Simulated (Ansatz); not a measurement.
BaPdO₃: the change of energy above lowest point with volume scale

All results are calculated (Ansatz 0.2.0). Free energy against uniform scaling of the volume at fixed shape and fractions; periodic cell, basis, potentials, k mesh and filling as listed.

The cell before it is scaled or strained (space group Pm-3m, No. 221):
```
BaPdO3
1.0
      4.1283     0.0000     0.0000
      0.0000     4.1283     0.0000
      0.0000     0.0000     4.1283
Ba Pd O
1 1 3
Direct
  0.00000 0.00000 0.00000
  0.50000 0.50000 0.50000
  0.00000 0.50000 0.50000
  0.50000 0.00000 0.50000
  0.50000 0.50000 0.00000
```

Settings of every row: functional PBEsol; dispersion none; potentials PAW; wave cutoff 500 eV; density cutoff 2000 eV; k mesh 6x6x6; k shift 0x0x0; occupations fermi dirac; smearing width 0.1 eV; spin none.

Limits: coarse k mesh, up to 40 meV an atom off; no spin-orbit coupling, which can matter with elements this heavy; the cell comes from a prototype or a list of computed structures and needn't be the stable phase.

```
row  volume scale  V (Å³/atom)  energy above lowest point (meV/atom)
  1           0.9       12.664                                     7
  2         0.925       13.016                                     0
  3          0.95       13.368                                     ?
  4         0.975        13.72                                  11.4
  5             1       14.072                                  27.5
  6         1.025       14.423                                  49.2
  7          1.05       14.775                                  75.7
  8         1.075       15.127                                 106.3
  9           1.1       15.479                                 140.3
```

Question: what energy above lowest point should row 3 give?

Worked fit of energy above lowest point. Take u = (V_r/V)^(2/3) − 1 with V_r = 14.247 Å³ an atom, which is twice the finite (Eulerian) strain; such expansions in the strain, on which the Birch-Murnaghan equation of state is built, carry the rest volume and the bulk modulus. The shown rows have u = 0.08169, 0.0621, 0.02545, 0.00827, -0.00815, -0.02397, -0.03917, -0.05379. Least squares give energy above lowest point = 37.69 − 1320 × u + 11183 × u² + 4663 × u³ meV/atom; a parabola predicts inner rows, each left out in turn, worse (root mean square 0.34 against 0.049 meV/atom). All shown rows lie on it to the printed digit. Its lowest point lies at u = 0.0570, or V = 13.11 Å³ an atom, and the curvature there gives the bulk modulus at fixed shape and fractions, B = (4/9)(1 + u)² E″(u)/V = 145 GPa. The withheld row has u = 0.04337, so the fit gives 37.69 − 1320 × (0.04337) + 11183 × (0.04337)² + 4663 × (0.04337)³ = 1.9 meV/atom.

The calculation gave 1.9 meV/atom. The fit meets it to the printed digit.
